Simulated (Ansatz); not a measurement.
# A series in volume per atom on LaP

All results are calculated (Ansatz 0.2.0). Periodic Kohn-Sham DFT of a crystal at fixed atoms; pressure and stress are positive in compression; the energy is the free energy less that of spherical unpolarised free atoms; site moments are those in the method's own spheres, positive along +z.

Cell of the first row (space group Fm-3m, No. 225):
```
cell vectors (Å)
   0.0000     2.9510     2.9510
   2.9510     0.0000     2.9510
   2.9510     2.9510     0.0000
atoms (fractions of the cell vectors)
La  0.00000  0.00000  0.00000
P   0.50000  0.50000  0.50000
```

Settings of every row: method frozen-core PAW; functional LDA; relativity scalar; k mesh 10x10x10; filling fermi-dirac; smearing width 0.03 eV; wave cutoff 420 eV; paw set soft_2.

Atom start moment: 0 on all atoms.

Limits: PAW files made with PBE; no spin-orbit coupling on heavy atoms.

| row | volume per atom (Å³) | pressure (GPa) |
| --- | --- | --- |
| 1 | 25.699 | 1.581 |
| 2 | 26.245 | ? |
| 3 | 26.792 | -1.798 |
| 4 | 27.066 | -2.534 |
| 5 | 27.339 | -3.232 |
| 6 | 27.612 | -3.895 |
| 7 | 27.886 | -4.526 |
| 8 | 28.432 | -5.694 |
| 9 | 28.979 | -6.748 |

Question: what pressure should row 2 give?

Worked fit of pressure. Take u = (V_r/V)^(2/3) − 1 with V_r = 27.475 Å³ an atom, which is twice the finite (Eulerian) strain; such expansions in the strain, on which the Birch-Murnaghan equation of state is built, carry the rest volume and the bulk modulus. The shown rows have u = 0.04556, 0.01692, 0.01005, 0.00331, -0.00331, -0.00985, -0.02257, -0.03491. Least squares give pressure = −3.567 + 100.007 × u + 267.48 × u² + 384 × u³ GPa; a parabola predicts inner rows, each left out in turn, worse (root mean square 0.006 against 0.0019 GPa). The rows lie off it by 0.000, -0.002, 0.001, 0.001, 0.000, 0.000, -0.002, 0.001. The pressure vanishes at u = 0.0327, or V = 26.18 Å³ an atom, and there the bulk modulus at fixed shape and fractions is B = −V dP/dV = (2/3)(1 + u) dP/du = 81.7 GPa. The withheld row has u = 0.031, so the fit gives −3.567 + 100.007 × (0.031) + 267.48 × (0.031)² + 384 × (0.031)³ = -0.198 GPa.

The calculation gave -0.199 GPa. The fit lies 0.001 GPa (0.012 % of the column's range) above it, one unit of the last digit.
